\section*{Yield--reliability relation with defect clustering}

\subsection*{Statement}

A die carries killer defects, which make it fail wafer test, and latent defects, such as a thinned gate or intermetal dielectric or a necked metal line, which pass test and fail early in life by breakdown or electromigration. Let $g$ be the ratio of the mean latent count to the mean killer count, $Y$ the defect-limited yield, and $R$ the probability that a die which passed test carries no latent defect. The latent fallout $F=1-R$ is quoted in defective parts per million (DPM), areas in cm$^2$ and densities in cm$^{-2}$.

With a uniform defect density (Poisson statistics),
\begin{equation}
R_{\mathrm P}=Y^{g}. \label{eq:poisson}
\end{equation}
If the density varies from die to die as a gamma variable of shape $\alpha$, shared by both defect classes,
\begin{equation}
R=\left[1+g\left(1-Y^{1/\alpha}\right)\right]^{-\alpha}. \label{eq:main}
\end{equation}
For $0<Y<1$, $g>0$ and finite $\alpha$:
\begin{enumerate}
\item[(i)] $R>(1+g)^{-\alpha}$, the bound being approached as $Y\to0$;
\item[(ii)] $R>Y^{g}$, and $R$ falls monotonically to $Y^g$ as $\alpha\to\infty$ at fixed $Y$ and $g$;
\item[(iii)] for small $g$, $F/F_{\mathrm P}\simeq\varphi(x)=(1-e^{-x})/x$ with the single variable $x=-\ln Y/\alpha$.
\end{enumerate}
For a microprocessor with the illustrative inputs $Y=0.7$, $g=0.01$, $\alpha=2$, the model gives $R=0.99674$, or $F=3.26\times10^{3}$ DPM, against $R_{\mathrm P}=0.99644$, or $3.56\times10^{3}$ DPM, with a ceiling of $19.7\times10^{3}$ DPM at any yield.

\subsection*{Model and conventions}

The density at a die is $D=uD_0$, constant over the die (clusters larger than the die), with $D_0$ the mean killer density referred to the die area $A$, and $\lambda=AD_0$. The factor $u$ has unit mean, variance $1/\alpha$ and probability density
\begin{equation}
f(u)=\frac{\alpha^{\alpha}}{\Gamma(\alpha)}\,u^{\alpha-1}e^{-\alpha u},\qquad u>0 .
\end{equation}
Small $\alpha$ means strong clustering. Given $u$, the killer and latent counts are independent Poisson variables with means $\lambda u$ and $g\lambda u$. Test finds every killer defect and no latent one, and $Y$ excludes systematic and parametric loss.

\subsection*{Proof}

The integral $\int_0^\infty u^{\alpha-1}e^{-(\alpha+t)u}du=\Gamma(\alpha)(\alpha+t)^{-\alpha}$ gives
\begin{equation}
M(t)=\langle e^{-tu}\rangle=\left(1+t/\alpha\right)^{-\alpha}. \label{eq:M}
\end{equation}
The yield is the probability of no killer defect, $Y=M(\lambda)$, the negative binomial yield formula, so that
\begin{equation}
Y^{1/\alpha}=\frac{\alpha}{\alpha+\lambda},\qquad
p\equiv1-Y^{1/\alpha}=\frac{\lambda}{\alpha+\lambda}. \label{eq:p}
\end{equation}
The probability of no defect of either class is $M((1+g)\lambda)$. Dividing by the probability of the condition,
\begin{equation}
R=\frac{M((1+g)\lambda)}{M(\lambda)}
=\left[\frac{\alpha+\lambda+g\lambda}{\alpha+\lambda}\right]^{-\alpha}
=(1+gp)^{-\alpha}, \label{eq:ratio}
\end{equation}
which is Eq.~\eqref{eq:main}. With $u$ fixed at 1, $Y=e^{-\lambda}$ and $R=e^{-g\lambda}$, which is Eq.~\eqref{eq:poisson}.

Passing test is evidence about $u$. Among passing dies its density is proportional to $f(u)e^{-\lambda u}$, a gamma law of shape $\alpha$ and rate $\alpha+\lambda$, with mean $Y^{1/\alpha}$. The mean latent count on a passing die is $g\lambda_{\mathrm p}$, where
\begin{equation}
\lambda_{\mathrm p}=\lambda Y^{1/\alpha}=\alpha p<\alpha . \label{eq:lp}
\end{equation}

Property (i) follows from $p<1$ and from $p\to1$ as $Y\to0$. For (ii), put $s=-\ln Y$, $x=s/\alpha$ and $h(x)=\ln[1+g(1-e^{-x})]$, so that
\begin{equation}
-\ln R=s\,\frac{h(x)}{x},\qquad h'(x)=\frac{g}{(1+g)e^{x}-g}. \label{eq:h}
\end{equation}
Here $h(0)=0$, $h'(0)=g$ and $h'$ decreases, so $h(x)/x$, the average of $h'$ over $[0,x]$, decreases from $g$. Hence $-\ln R<gs$, and $-\ln R$ rises towards $gs$ as $\alpha$ grows. Expanding $h$ to second order in $x$ gives the rate of approach,
\begin{equation}
-\ln R=gs\left[1-\frac{(1+g)s}{2\alpha}+O(\alpha^{-2})\right]. \label{eq:large}
\end{equation}
For (iii), expand Eqs.~\eqref{eq:ratio} and \eqref{eq:poisson} in $g$:
\begin{equation}
F=g\lambda_{\mathrm p}\left[1-\tfrac12 g\lambda_{\mathrm p}\left(1+\tfrac1\alpha\right)+O(g^2)\right],\qquad
F_{\mathrm P}=gs\left[1-\tfrac12 gs+O(g^2)\right]. \label{eq:smallg}
\end{equation}
The leading ratio is $\lambda_{\mathrm p}/s=\varphi(x)$.

Two companion results use the same average. A die drawn without regard to its test result has
\begin{equation}
R_{\mathrm{all}}=M(g\lambda)=\left[1+g\left(Y^{-1/\alpha}-1\right)\right]^{-\alpha}. \label{eq:all}
\end{equation}
For $g<1$, convexity of the exponential gives $(1-g)+ge^{x}>e^{gx}$, so $R_{\mathrm{all}}<Y^g<R$. A die with exactly $k$ killer defects, all mended by redundancy, has a conditional density proportional to $f(u)u^{k}e^{-\lambda u}$, provided the chance that a defect is repairable does not depend on $u$. The shape becomes $\alpha+k$ and the rate remains $\alpha+\lambda$, so
\begin{equation}
R_k=(1+gp)^{-(\alpha+k)}, \label{eq:k}
\end{equation}
with $Y$ in $p$ the yield before repair.

\subsection*{Comparison across clustering strengths}

All inputs below are illustrative, and the results are the model's. A ratio $g$ of order 0.01 and values of $\alpha$ between about 0.5 and 5 are typical. Three figures are kept so that regimes can be compared at common inputs.

For the microprocessor, $s=0.3567$, $Y^{1/2}=0.8367$ and $p=0.1633$, so $R=(1.001633)^{-2}$. Passing dies come from wafer regions whose mean density is 0.8367 of the average. Table~\ref{tab:alpha} varies $\alpha$ at fixed yield.

\begin{table}[h]
\centering
\caption{$Y=0.7$, $g=0.01$. Fallouts in $10^{3}$ DPM; $F_{\max}=1-(1+g)^{-\alpha}$; $F_{\mathrm{all}}=1-R_{\mathrm{all}}$.}
\label{tab:alpha}
\begin{tabular}{ccccccc}
\hline
$\alpha$ & $\lambda$ & $\lambda_{\mathrm p}$ & $F$ & $F/F_{\mathrm P}$ & $F_{\mathrm{all}}$ & $F_{\max}$\\
\hline
0.5 & 0.520 & 0.255 & 2.54 & 0.713 & 5.16 & 4.96\\
1 & 0.429 & 0.300 & 2.99 & 0.840 & 4.27 & 9.90\\
2 & 0.390 & 0.327 & 3.26 & 0.915 & 3.89 & 19.7\\
5 & 0.370 & 0.344 & 3.44 & 0.965 & 3.69 & 48.5\\
$\infty$ & 0.357 & 0.357 & 3.56 & 1 & 3.56 & none\\
\hline
\end{tabular}
\end{table}

Two opposite effects appear as $\alpha$ falls. A clustered process that shows the same yield holds more defects, because many of them land on dies that are already dead: $\lambda=\alpha(e^{x}-1)$ rises above $s$, and $F_{\mathrm{all}}$ rises with it. Test then discards the dies from dirty regions, and $\lambda_{\mathrm p}=\alpha(1-e^{-x})$ falls below $s$. To first order in $x$ the two departures from $s$ are $\pm sx/2$, which is why $F_{\mathrm P}$ lies between $F$ and $F_{\mathrm{all}}$. The missing latent defects sit on rejected dies: at $\alpha=2$ the balance $F_{\mathrm{all}}=YF+(1-Y)F_{\mathrm{rej}}$ gives $F_{\mathrm{rej}}=5.37\times10^{3}$ DPM. The ceiling applies to passing dies only, and at $\alpha=0.5$ the unselected population exceeds it.

At $\alpha=2$ clustering lowers the fallout by 8.5 per cent. The first-order term of Eq.~\eqref{eq:large} gives 9.0 per cent for the reduction of $-\ln R$, and $\varphi=0.916$ at $x=0.178$. The $g^2$ term of $F$ in Eq.~\eqref{eq:smallg} is a relative correction of 0.245 per cent.

\subsection*{Comparison across die sizes and process maturity}

Assign the microprocessor an area of 2.0 cm$^2$. Then $\lambda=0.390$ requires $D_0=0.195$ cm$^{-2}$, a value chosen to return the yield of 0.7. Table~\ref{tab:area} applies this density to a small logic die and to a large die near the size of a full exposure field, and adds the large die early in a process ramp with an assumed $D_0=1.0$ cm$^{-2}$. Holding $\alpha$ fixed assumes that clusters remain larger than the largest die. $F_{\mathrm P}$ is evaluated at the yield of the same row, as it would be by someone who knows only $Y$ and $g$.

\begin{table}[h]
\centering
\caption{$\alpha=2$, $g=0.01$. Fallouts in $10^{3}$ DPM; the ceiling is 19.7 in every row.}
\label{tab:area}
\begin{tabular}{lcccccccccc}
\hline
Case & $A$ & $D_0$ & $\lambda$ & $Y$ & $\lambda_{\mathrm p}$ & $x$ & $F$ & $F_{\mathrm P}$ & $F/F_{\mathrm P}$ & $\varphi$\\
\hline
small logic & 0.25 & 0.195 & 0.04875 & 0.953 & 0.0476 & 0.0241 & 0.476 & 0.482 & 0.988 & 0.988\\
microprocessor & 2.0 & 0.195 & 0.390 & 0.700 & 0.326 & 0.178 & 3.26 & 3.56 & 0.915 & 0.916\\
large die & 8.0 & 0.195 & 1.56 & 0.316 & 0.876 & 0.577 & 8.71 & 11.5 & 0.759 & 0.760\\
large die, ramp & 8.0 & 1.0 & 8.0 & 0.040 & 1.60 & 1.61 & 15.8 & 31.7 & 0.499 & 0.497\\
\hline
\end{tabular}
\end{table}

The trend follows from Eq.~\eqref{eq:p}, which gives $x=\ln(1+\lambda/\alpha)$ and $\lambda_{\mathrm p}=\alpha\lambda/(\alpha+\lambda)$. For $\lambda\ll\alpha$ nearly every die passes, the test result says little about $u$, and $F\simeq g\lambda$ grows in proportion to area. For $\lambda\gg\alpha$ only dies with $u$ of order $\alpha/\lambda$ or less survive. A larger area or a dirtier line then narrows the selection in the same proportion, and $\lambda_{\mathrm p}$ saturates at $\alpha$. From the first row to the last, $\lambda$ grows by a factor of 164 and $F$ by a factor of 33.

The Poisson form has no saturation, since $s=\alpha\ln(1+\lambda/\alpha)$ is unbounded. It crosses the ceiling at $Y^{*}=(1+g)^{-\alpha/g}$, here 0.137. Below that yield Eq.~\eqref{eq:poisson} predicts more fallout than the clustered model can produce at any density, as in the last row.

The function $\varphi$ reproduces the exact ratio to within half a per cent in all four rows. By Eq.~\eqref{eq:smallg} the relative difference is $\tfrac12 g[s-\lambda_{\mathrm p}(1+1/\alpha)]$ to first order, which is 0.4 per cent in the last row. The two tables therefore show one curve: a low yield and a small $\alpha$ act only through $x$. A practical consequence concerns fitting. If Eq.~\eqref{eq:poisson} is used to extract $g_{\mathrm{app}}=\ln R/\ln Y=h(x)/x$ from a clustered line, the apparent ratio drifts from 0.0099 in the first row to 0.0050 in the last although the true $g$ is constant, and a ratio fitted on a small die overestimates the fallout of a large one.

\subsection*{Repaired dies}

Cache arrays with spare rows and columns allow dies with killer defects to be shipped. For $Y=0.7$ before repair, $g=0.01$ and $\alpha=2$, Eq.~\eqref{eq:k} gives $F_k=3.26$, $4.88$ and $6.51\times10^{3}$ DPM for $k=0$, 1 and 2. Since $-\ln R_k\propto\alpha+k$, each repair adds the fraction $1/\alpha$ of the unrepaired value. Poisson statistics give $3.56\times10^{3}$ DPM for every $k$, so the dependence of fallout on repair count tests for a shared density and estimates $\alpha$.

\subsection*{Neglected effects of comparable size}

At $Y=0.7$ the clustering correction of 8.5 per cent is matched or exceeded by several effects.
\begin{itemize}
\item $F$ is nearly proportional to $g$, so a relative uncertainty in $g$ passes unchanged into $F$.
\item If the observed yield of 0.7 contains an assumed systematic factor of 0.95, the yield to insert is 0.737 and $F=2.83\times10^{3}$ DPM, 13 per cent lower.
\item If test misses each killer defect independently with probability $\epsilon$, the detected mean is $(1-\epsilon)\lambda u$ and the undetected mean is $(g+\epsilon)\lambda u$, so $g$ is replaced by $(g+\epsilon)/(1-\epsilon)$. An assumed $\epsilon=0.001$ gives 0.0110, a rise of 10 per cent.
\item If latent defects follow their own independent gamma factor of the same shape, test carries no information on them and Eq.~\eqref{eq:all} applies, with $3.89\times10^{3}$ DPM. The sign of the correction to $Y^g$ thus depends on the density being shared.
\end{itemize}
Clustering outweighs the systematic-yield and test-escape effects of these sizes only at larger $x$, as in the two large-die rows.

\subsection*{Time dependence and burn-in}

If each latent defect has activated by time $t$ independently with probability $G(t)$, the activated count is Poisson with mean $gG\lambda u$, and Eq.~\eqref{eq:main} holds with $g\to gG(t)$. After a burn-in that activates a fraction $b$, the probability that a survivor holds no remaining latent defect is
\begin{equation}
R_b=\frac{M((1+g)\lambda)}{M((1+bg)\lambda)}=\left[\frac{1+gp}{1+bgp}\right]^{-\alpha}. \label{eq:b}
\end{equation}
The model's $3.26\times10^{3}$ DPM counts every latent defect ahead of any screen. It lies roughly a factor of ten above the few hundred DPM that is a typical early-life level for shipped processors, and it is to be read as the population presented to voltage stress and burn-in. With $b=0.9$, chosen to bring the residue into that typical range, Eq.~\eqref{eq:b} gives the model's value $1-R_b=326$ DPM.